# Appendix: Constant heat capacity of activation applied to OH + H₂ → H₂O + H, 250–1000 K

## Working equations

For an elementary ideal-gas reaction of molecularity $m$, transition-state theory with standard pressure $p^\circ = 1$ bar gives

$$k=\frac{k_BT}{h}\left(\frac{k_BT}{p^\circ}\right)^{m-1}K^\ddagger ,\qquad \ln K^\ddagger=-\frac{\Delta H^\ddagger}{RT}+\frac{\Delta S^\ddagger}{R},$$

with $k$ per molecule. The activation quantities exclude the reaction coordinate. When they are extracted from rate data they also absorb tunnelling and recrossing, and are then apparent quantities. If $\Delta C_p^\ddagger$ is constant, $\Delta H^\ddagger=\Delta H_0+\Delta C_p^\ddagger(T-T_0)$ and $\Delta S^\ddagger=\Delta S_0+\Delta C_p^\ddagger\ln(T/T_0)$, where the subscript 0 marks a reference temperature $T_0$. Insertion gives

$$\ln\left[\frac{kh}{k_BT}\left(\frac{p^\circ}{k_BT}\right)^{m-1}\right]=-\frac{\Delta H_0}{RT}+\frac{\Delta S_0}{R}+\frac{\Delta C_p^\ddagger}{R}\,g(T),\qquad g(T)=\ln\frac{T}{T_0}+\frac{T_0}{T}-1 .$$

Collecting powers of $T$ and terms in $1/T$ yields the modified Arrhenius form $k=AT^n e^{-E/RT}$ with

$$n=m+\frac{\Delta C_p^\ddagger}{R},\qquad E=\Delta H_0-\Delta C_p^\ddagger T_0,\qquad A=\frac{k_B}{h}\left(\frac{k_B}{p^\circ}\right)^{m-1}T_0^{-\Delta C_p^\ddagger/R}\,e^{(\Delta S_0-\Delta C_p^\ddagger)/R}.$$

The relation $n=1+\Delta C_p^\ddagger/R$ is the unimolecular case. For OH + H₂, $m=2$ and $n=2+\Delta C_p^\ddagger/R$. Since $\Delta C_V^\ddagger=\Delta C_p^\ddagger+(m-1)R$, the form $n=1+\Delta C_V^\ddagger/R$ holds for every $m$.

The activation energy is $E_a=RT^2\,d\ln k/dT=E+nRT=\Delta H^\ddagger(T)+mRT$. It vanishes at

$$T^*=-\frac{E}{nR}=\frac{\Delta C_p^\ddagger T_0-\Delta H_0}{\Delta C_p^\ddagger+mR},$$

where $d^2\ln k/dT^2=n/T^{*2}$. A maximum therefore needs $\Delta C_p^\ddagger<-mR$ together with $E>0$, and a minimum needs $n>0$ with $E<0$. Eliminating $A$ and $E$ in favour of $k_0=k(T_0)$ and $E_{a0}=E_a(T_0)$ gives the form used below:

$$\ln\frac{k}{k_0}=-\frac{E_{a0}}{R}\left(\frac1T-\frac1{T_0}\right)+n\,g(T).$$

## Inputs and regimes

All regimes share $T_0=500$ K, the geometric mean of the window, and two approximate inputs chosen to reproduce the typical behaviour of this reaction near $T_0$: $k_0=1.3\times10^{-13}$ cm³ molecule⁻¹ s⁻¹ and $E_{a0}=20.8$ kJ mol⁻¹. With $RT_0=4.157$ kJ mol⁻¹, $\Delta H_0=E_{a0}-2RT_0=12.5$ kJ mol⁻¹. The prefactor $(k_BT_0)^2/hp^\circ$ is $7.19\times10^{-7}$ cm³ molecule⁻¹ s⁻¹, so that $\Delta S_0=-104$ J mol⁻¹ K⁻¹. The regimes differ only in $\Delta C_p^\ddagger$. Translation and rotation are treated classically throughout.

**A. Frozen vibrations.** Each diatomic reactant has $C_p=\tfrac72R$ and the nonlinear H–O–H–H transition state has $\tfrac52R+\tfrac32R=4R$. Hence $\Delta C_p^\ddagger=-3R$.

**B. Straight Arrhenius line.** The choice $n=0$ implies $\Delta C_p^\ddagger=-2R$. A straight plot of $\ln k$ against $1/T$ does not mean zero heat capacity of activation.

**C. Harmonic modes at 500 K, no tunnelling.** A mode of wavenumber $\tilde\nu$ contributes $C/R=(x/2)^2/\sinh^2(x/2)$ with $x=hc\tilde\nu/k_BT$. Approximate transition-state wavenumbers are 500, 600 and 1050 cm⁻¹ for the torsion and bends and 2500 cm⁻¹ for the loosened H–H stretch, against 4160 cm⁻¹ in H₂. The spectator O–H stretch is taken to cancel. The four modes give 0.844, 0.785, 0.492 and 0.039, and H₂ gives 0.001. The two spin–orbit levels of OH, treated as equally degenerate and about 140 cm⁻¹ apart, add $(x/2)^2/\cosh^2(x/2)=0.039$ on the reactant side. The total is $\Delta C_p^\ddagger=-0.88R$.

**D. Classical limit.** Five real transition-state vibrations against two reactant vibrations add $3R$ to case A, and the electronic term vanishes, so $\Delta C_p^\ddagger=0$.

**E. Apparent curvature.** The exponent $n=2.4$ is an input, chosen as typical of three-parameter fits restricted to about this window. It corresponds to $\Delta C_p^\ddagger=+0.4R$.

## Comparison

At the ends of the window $g(250\ \mathrm K)=0.307$ and $g(1000\ \mathrm K)=0.193$. Energies are in kJ mol⁻¹, heat capacities in J mol⁻¹ K⁻¹ and rate constants in cm³ molecule⁻¹ s⁻¹. All entries are the model's numbers.

| Regime | $\Delta C_p^\ddagger$ | $n$ | $E$ | $E_a$(250 K) | $E_a$(1000 K) | $10^{15}k$(250 K) | $10^{12}k$(1000 K) |
|---|---|---|---|---|---|---|---|
| A frozen | −24.9 | −1 | 25.0 | 22.9 | 16.6 | 0.64 | 1.3 |
| B straight line | −16.6 | 0 | 20.8 | 20.8 | 20.8 | 0.87 | 1.6 |
| C harmonic | −7.3 | 1.12 | 16.1 | 18.5 | 25.5 | 1.2 | 2.0 |
| D classical | 0 | 2 | 12.5 | 16.6 | 29.1 | 1.6 | 2.3 |
| E apparent | +3.3 | 2.4 | 10.8 | 15.8 | 30.8 | 1.8 | 2.5 |

In modified Arrhenius form row E reads $k=5.8\times10^{-19}\,(T/\mathrm K)^{2.4}\exp(-1.30\times10^{3}\ \mathrm K/T)$ cm³ molecule⁻¹ s⁻¹.

## The trend

*Both ends move the same way.* The function $g$ has $dg/dT=(T-T_0)/T^2$, so $g$ and its slope vanish at $T_0$, and $g$ is positive elsewhere, starting as $\tfrac12(T/T_0-1)^2$. Raising $\Delta C_p^\ddagger$ at fixed $k_0$ and $E_{a0}$ therefore raises $k$ both below and above $T_0$. Each increment of $R$ multiplies $k$ by $e^{g}$, which is 1.36 at 250 K and 1.21 at 1000 K. From A to E the factors are 2.8 and 1.9. The cold end responds more because $g$ grows as $T_0/T$ on cooling but only logarithmically on heating.

*The parameter $E$ falls as $n$ rises.* It equals $E_{a0}-nRT_0$, the activation enthalpy extrapolated linearly to 0 K. It changes by more than a factor of two down the table although every row has the same slope at 500 K. A fitted $E$ is thus not a barrier height, and two fits are best compared through $k$, $E_a$ and $n$ at a common temperature. The activation energy pivots about $T_0$ with slope $nR$, which reverses the order of the rows between the two $E_a$ columns.

*Only row A has a maximum.* It alone satisfies $\Delta C_p^\ddagger<-2R$, and $T^*=E/R=3.0\times10^3$ K. The unimolecular denominator $\Delta C_p^\ddagger+R$, applied to the same $\Delta H_0$, would misplace it at $1.5\times10^3$ K. The maximum lies far outside the window, at a temperature where the soft modes are nearly classical, so it is a feature of the extrapolation and not of the reaction. Row B has $T^*\to\infty$. Rows C to E have $n>0$ and $E>0$ and rise monotonically. A minimum would need $n>E_{a0}/RT_0=5.0$.

*Curvature is weakly determined.* When intercept and slope are free, the straight line in $1/T$ that minimises the largest deviation from $n\ln T$ over 250–1000 K misses it by at most half the gap between chord and curve, which is $0.117\,|n|$ in $\ln k$. This is 0.28 for row E. One unit of $R$ in $\Delta C_p^\ddagger$ thus leaves a residual of only 0.117, so scatter of that size in $\ln k$ at a few temperatures blurs neighbouring rows.

## How constant is $\Delta C_p^\ddagger$?

Two effects outside the formula are as large as the differences between rows.

The first is the thawing of the soft modes. With the inputs of C, the local exponent $n(T)=2+\Delta C_p^\ddagger(T)/R$ is −0.1 at 250 K, 1.1 at 500 K and 2.0 at 1000 K, and so runs from about B to D. For variable $n$ the term $ng$ becomes $\int_{T_0}^{T}n(T')\,(1/T'-1/T)\,dT'$. The weight is largest in magnitude at $T_0$ and vanishes at $T'=T$, which damps the effect on $k$. The integral is 0.231 at 250 K and 0.284 at 1000 K, against 0.344 and 0.216 for constant $n=1.12$, so $k$ changes by factors of 0.89 and 1.07.

The second is tunnelling. For a parabolic barrier with imaginary wavenumber of magnitude $\tilde\nu^\ddagger$, the transmission factor is $\kappa=(u/2)/\sin(u/2)$ with $u=hc\tilde\nu^\ddagger/k_BT<2\pi$. It adds the apparent heat capacity

$$\frac{C_\kappa}{R}=\frac{d}{dT}\left(T^2\frac{d\ln\kappa}{dT}\right)=\frac{(u/2)^2}{\sin^2(u/2)}-1>0 .$$

An approximate $\tilde\nu^\ddagger=1200$ cm⁻¹ gives 0.3 at 1000 K and 2.1 at 500 K. The expression diverges at $hc\tilde\nu^\ddagger/2\pi k_B=275$ K, an artefact of a parabola that extends without limit, so it cannot be used at the cold end and gives only the order of magnitude at 500 K. Its sign and direction are what matter. The tunnelling term is positive and falls with temperature while the vibrational term rises, so the two variations partly offset each other. The harmonic model without tunnelling stays at or below about $n=2$ across the window, and an apparent exponent above 2 is then most naturally assigned to $\kappa$, which makes the $\Delta C_p^\ddagger$ of row E a descriptor of curvature and not a thermodynamic heat capacity.

As typical knowledge and not as measurement, the rate constant is roughly $2\times10^{-15}$ at 250 K and $2.3\times10^{-12}$ cm³ molecule⁻¹ s⁻¹ at 1000 K. The inputs of row E were chosen to follow this behaviour, so its closeness is no test. The model's rows A, B and C fall low at 250 K by factors of about 3, 2 and 1.6, and rows A and B are also low at 1000 K, by less than a factor of two.